# Working notes: limits and scaling of the Meyerhofer spin-coating law

## Model and conventions

The film is flat, Newtonian and well mixed across its thickness $h$. The wafer spins at angular speed $\omega$, $\nu$ is the kinematic viscosity, $c$ is the *volume* fraction of solids (volumes additive), and $e$ is the volume of liquid solvent evaporated per area and time. The final thickness $h_f$ is the solvent-free solid.

In the lubrication limit $\nu\,\partial_z^2u=-\omega^2r$, with no slip at $z=0$ and no stress at $z=h$, gives $u=(\omega^2r/\nu)(hz-z^2/2)$ and a flux $q=\omega^2rh^3/3\nu$. Continuity, $\dot h=-r^{-1}\partial_r(rq)$, yields the result of Emslie, Bonner and Peck (1958):

$$\dot h=-Kh^3,\qquad K=\frac{2\omega^2}{3\nu},\qquad h=\frac{h_0}{\sqrt{1+4\omega^2h_0^2t/3\nu}} .$$

Meyerhofer (1978) tracks the solid volume per area $S=ch$ and the solvent $L=(1-c)h$:

$$\dot S=-cKh^3,\qquad \dot L=-(1-c)Kh^3-e .$$

His closure keeps $c=c_0$, $\nu=\nu_0$ until the solvent outflow equals $e$ and then stops all flow:

$$h_f^{M}=c_0\left[\frac{3\nu_0e}{2(1-c_0)\omega^2}\right]^{1/3}.$$

With $e\propto\omega^{1/2}$ the exponent of $\omega$ is $(\tfrac12-2)/3=-\tfrac12$.

## Dimensional analysis

The quantities $h_f,\nu_0,\omega,e,h_0$ and the spin time $t_s$ contain two dimensions, so there are four groups besides $c_0$ and the shape of $\nu(c)$. The equations above contain $\omega$ and $\nu_0$ only through $K_0=2\omega^2/3\nu_0$, which removes one group and leaves the scales

$$\ell=(e/K_0)^{1/3},\qquad\tau=\ell/e,\qquad h_f=\ell\,\Phi(c_0,\;h_0/\ell,\;t_s/\tau).$$

The removed group compares $\ell$ with the Ekman depth $\delta=\sqrt{\nu_0/\omega}$:

$$\ell=\delta\,(3\mathcal E/2)^{1/3},\qquad\mathcal E=e/\sqrt{\nu_0\omega}.$$

The laminar air flow over a rotating disk (von Kármán) has a boundary layer of uniform depth $\delta_a=\sqrt{\nu_a/\omega}$, so the mass-transfer coefficient is $k=aD_a/\delta_a$ with $a$ a function of the Schmidt number only. Then $e\propto\omega^{1/2}$, $\mathcal E$ is independent of speed, and $\ell$ is a fixed fraction of $\delta\propto\omega^{-1/2}$. Also $\tau\propto\omega^{-1}$: the film sets after a fixed number of turns.

## Inputs: novolac in PGMEA, 1 µm at 4000 rpm

All material values are typical or approximate inputs.

- $\omega=418.9$ s$^{-1}$. I read 25 % solids as a weight fraction. Densities of 1.2 (solids) and 0.97 g/cm³ (PGMEA) give $c_0=0.21$ and $\rho=1.02$ g/cm³. Inserting 0.25 for $c_0$ would inflate the leading factor by 19 %.
- Air: $\nu_a=0.15$ cm²/s and $D_a=0.06$ cm²/s, so Sc $=2.5$, for which $a\approx0.6$. Then $\delta_a=189$ µm and $k=1.9$ cm/s.
- Vapour pressure about 400 Pa at 295 K and $M=132$ g/mol give a saturated vapour density $pM/RT=21.5$ g/m³. For solvent-free air and unit activity, $e=k\,(pM/RT)/\rho_{\rm solv}=0.42$ µm/s, which I carry as rounded.
- $\nu=\nu_0(c/c_0)^n$ with an illustrative $n=4$. I chose $\nu_0=13$ cSt so that the integrated model below returns 1 µm, so that number tests nothing.

Hence $K_0=9.0\times10^{-3}$ µm$^{-2}$ s$^{-1}$, $\ell=3.60$ µm, $\tau=8.6$ s ($5.7\times10^2$ turns), $\delta=176$ µm and $\mathcal E=5.7\times10^{-6}$. The Meyerhofer closure freezes at a wet thickness of 3.9 µm and gives $h_f^M=0.82$ µm.

## Removing the freezing assumption

The two rate equations give $\dot h=-Kh^3-e$ and $\dot c=ce/h$, since outflow does not change the composition. With $c$ as the variable, $dS/dc=-Kh^4/e$, and $h=S/c$ makes this separable:

$$\frac{1}{S(c)^3}=\frac{1}{(c_0h_0)^3}+3\int_{c_0}^{c}\frac{K(c')}{e\,c'^4}\,dc' .$$

For any $\nu(c)$ the thick-start result scales as $(e/\omega^2)^{1/3}$, so the closure affects only the prefactor. For the power law, constant $e$, $h_0\to\infty$ and $c\to1$, with $m=n+3$,

$$h_f=c_0\ell\left[\frac{m/3}{1-c_0^{\,m}}\right]^{1/3}.$$

| $n$ | 0 | 2 | 4 | 6 |
|---|---|---|---|---|
| $h_f$ (µm) | 0.76 | 0.90 | 1.00 | 1.09 |
| $h_f/h_f^M$ | 0.93 | 1.10 | 1.23 | 1.33 |

The closure coincides with the integrated result at $n=0.79$. For a steeper viscosity it gives too thin a film, because the film thickens against flow before the nominal freezing point. At large $n$ the discrepancy grows only as $n^{1/3}$.

## One parameter at a time

**Solids fraction.** For small $c_0$ the closure gives $c_0\ell(1+c_0/3)$, while constant viscosity gives $c_0\ell(1+c_0^3/3)$. The linear term really comes from the viscosity: for $\nu=\nu_0[1+\kappa(c-c_0)]$ with $\kappa c_0\ll1$ the integral gives $c_0\ell(1+\kappa c_0/6)$, which the closure imitates only for $\kappa=2$. In this dilute regime $h_f\propto c_0$. In the power-law regime $h_f\propto c_0\nu_0^{1/3}\propto c_0^{1+n/3}$, an exponent of 2.33 here. For $c_0\to1$, $h_f\to\ell\,[3(1-c_0)]^{-1/3}$ for every $n$, and the closure is too thick by $3^{1/3}=1.44$. That regime starts at $m(1-c_0)\sim1$, or $c_0\approx0.86$, far from this resist.

**Initial thickness.** Calling the thick-start value $h_\infty$, the integral gives $h_f=h_\infty[1+(h_\infty/c_0h_0)^3]^{-1/3}$. For a thick start $h_f\simeq h_\infty[1-\tfrac13(h_\infty/c_0h_0)^3]$. For a thin one $h_f\simeq c_0h_0[1-\tfrac13(c_0h_0/h_\infty)^3]$, a film that simply dries. The crossover is $h_0=h_\infty/c_0=4.8$ µm. For $h_0=50$ µm the correction is $3\times10^{-4}$, and the flow forgets $h_0$ after $t_0=1/2K_0h_0^2=22$ ms: $h\simeq h_0(1-t/2t_0)$ before that time and $h\simeq(2K_0t)^{-1/2}(1-t_0/2t)$ after it.

**Spin time, or small $e$.** For $t_0\ll t\ll\tau$ I expand $d(h^{-2})/dt=2K+2e/h^3$ about $h=(2K_0t)^{-1/2}$, using $\ln(c/c_0)=\int e\,dt/h=\tfrac13(2t/\tau)^{3/2}$:

$$h\simeq(2K_0t)^{-1/2}-\tfrac25\left(1-\tfrac n3\right)et .$$

The leading term gives $h_f\propto\omega^{-1}t_s^{-1/2}\nu_0^{1/2}$, the limit of a non-volatile solvent. For $n>3$ evaporation leaves the wet film *thicker* than pure flow would, since the viscosity rise outweighs the lost volume. For later times put $s=c_0/c$. Then

$$S=c_0\ell\left[\frac{m/3}{1-s^m}\right]^{1/3},\qquad t=\tau\left(\frac m3\right)^{1/3}\int_s^1\frac{ds'}{(1-s'^m)^{1/3}} .$$

If the spin stops at $t_s$, the film dries to $S(t_s)$, whose relative excess is $s^m/3$ at late times. The excess falls to 1 % at $c=0.35$, which is $t_{1\%}=0.65\,\tau=5.6$ s. The model runs dry ($s=c_0$) at 10 s.

**Speed.** With $e\propto\omega^{1/2}$:

| rpm | 1000 | 2000 | 4000 | 6000 |
|---|---|---|---|---|
| $h_f$ (µm) | 2.01 | 1.42 | 1.00 | 0.82 |
| $t_{1\%}$ (s) | 22 | 11 | 5.6 | 3.7 |

A 30 s spin becomes time-limited below $7.5\times10^2$ rpm, where the exponent starts to steepen towards $-1$. In general $d\ln h_f/d\ln\omega=-\tfrac23+\tfrac13\,d\ln e/d\ln\omega$. Writing $e=e_0+b\,\omega^{1/2}$ as bookkeeping for any speed-independent part, the exponent is $-\tfrac12-e_0/6e$. It is $-0.52$ for $e_0/e=0.1$ and reaches $-\tfrac23$ when $e_0$ dominates. Exhaust flow at speed $U$ over a wafer of radius $R_w$ competes through its strain rate $U/R_w$. An assumed 0.3 m/s on a 150 mm wafer gives 4 s$^{-1}$, a crossover near 38 rpm.

At high speed the air layer turns turbulent near $\omega r^2/\nu_a\approx3\times10^5$. At 4000 rpm this is $r=10$ cm. The edge of a 150 mm wafer, at $1.6\times10^5$, is below it, while a 300 mm wafer reaches it at $1.9\times10^3$ rpm. Outside that radius $e$ rises with $r$ and, as $h_f\propto e^{1/3}$, so does the film.

## Neglected physics

**Inertia.** In the rotating frame write $u=rf$, $v=rg$, $\partial_zw=-2f$, so that

$$\nu f''=-\omega^2+\dot f+f^2+wf'-2\omega g-g^2,\qquad \nu g''=2\omega f+\dots$$

At lowest order $f_0=(\omega^2/\nu)(hz-z^2/2)$ and $g=(2\omega^3/\nu^2)(hz^3/6-z^4/24-h^3z/3)$. With $\zeta=z/h$ the next order reads $\nu f_1''=(\omega^4h^4/\nu^2)(\tfrac23\zeta-\tfrac13\zeta^3+\tfrac1{12}\zeta^4)$. Integrating with $f_1(0)=f_1'(h)=0$ gives

$$\dot h=-Kh^3\left[1-\tfrac{34}{105}(h/\delta)^4\right].$$

The correction is 1 % at $h=74$ µm and $6\times10^{-8}$ at $h=\ell$. Inertia acts only on the puddle, which the film forgets.

**Air drag.** The outward air stress is $\sigma=F'\rho_a\nu_a^{1/2}\omega^{3/2}r$ with $F'\approx0.51$. It adds $\sigma h^2/2\rho\nu$ to the flux, so the outflow becomes $Kh^3(1+h_a/h)$ with $h_a=\tfrac32F'(\rho_a/\rho)\delta_a=0.17$ µm for $\rho_a=1.2$ kg/m³. To first order the integral for $S^{-3}$ acquires the factor $1+h_ac/S(c)$, and for $c_0^m\ll1$

$$\frac{\Delta h_f}{h_f}=-\frac13\left(\frac3m\right)^{1/3}B\!\left(1-\frac1m,\frac43\right)\frac{h_a}{\ell},$$

with $B$ the Euler beta function. Here it is $-0.23\times0.047=-1.1$ %, the largest hydrodynamic correction. Both $h_a$ and $\ell$ scale as $\omega^{-1/2}$, so the exponent is untouched.

**Gravity and capillarity.** Both vanish for a flat film. Gravity competes with $\omega^2r$ only inside $r\sim\sqrt{gh}/\omega$, which is 14 µm for $h=\ell$. Surface tension $\gamma\approx30$ mN/m competes over a lateral length $(\gamma h/\rho\omega^2r)^{1/3}$, which is 20 µm at $r=75$ mm. The wet film levels narrower topography and follows wider topography.

**Mixing across the film.** Let $D$ be the mutual diffusivity and $\mathrm{Pe}=eh/D$. For small Pe the profile is parabolic, with $D\,\partial_zc=ce$ at the surface and zero slope at the wafer, so the surface is richer than the base by $c\,\mathrm{Pe}/2$. With $D\approx10^{-6}$ cm²/s and $h=\ell$, Pe $=0.015$. The crossover Pe $=1$ lies at $D=e\ell=1.5\times10^{-8}$ cm²/s. For large Pe a concentrated layer of depth $\sqrt{Dt}$ grows down to meet $h=(2K_0t)^{-1/2}$, which gives $h\sim(D/2K_0)^{1/4}\propto(\nu_0D)^{1/4}\omega^{-1/2}$, the scaling of Lawrence (1988). The speed exponent is again $-\tfrac12$, so it cannot identify the mechanism. The dependence on $e$ (power $\tfrac13$ against none) can.

**Constancy of $e$.** The Flory–Huggins activity for long chains, $\ln a_s=\ln(1-c)+c+\chi c^2$ with $\chi\approx0.4$, is 0.97 at $c=0.35$ and 0.34 at $c=0.9$. Constant $e$ therefore holds to about 3 % while the thickness is being set, or 1 % in $h_f$, and fails in the late drying. Evaporative cooling is of similar size. An enthalpy of about 47 kJ/mol draws 145 W/m². A 675 µm silicon wafer (2.33 g/cm³, 0.70 J g$^{-1}$ K$^{-1}$) stores $1.1\times10^3$ J m$^{-2}$ K$^{-1}$, so with no heat supplied it cools 0.7 K in 5.6 s. The vapour pressure falls 6.5 % per kelvin, which bounds the thinning at 1.6 %, partly offset by the higher viscosity of the cooler liquid.

## What I keep

The model's sensitivities at 1.00 µm follow from the exponents alone. A 40 rpm change moves the film by 5 nm, and a 1 % relative change in solids moves it by 23 nm for $n=4$. The scale to hold them against is the swing-curve period $\lambda/2n_r=107$ nm for 365 nm light and a resist index $n_r\approx1.7$, so dilution control matters more than speed control.

The prefactor is much softer than the exponent: 23 % between the closure and the integrated model, a range of 0.76 to 1.09 µm over the tabulated $n$, and percent-level shifts from air drag, activity and cooling. I trust $h_f$ to two figures at best, and the third figure in the tables serves only for ratios. The model's 10 s to dryness is too short, because falling activity and diffusivity throttle the late stage. As typical knowledge, such resists are spun three to six times longer and still hold some 10 to 30 % solvent until the soft bake. The setting time of 5.6 s comes before that slowdown and is the more reliable of the model's two times.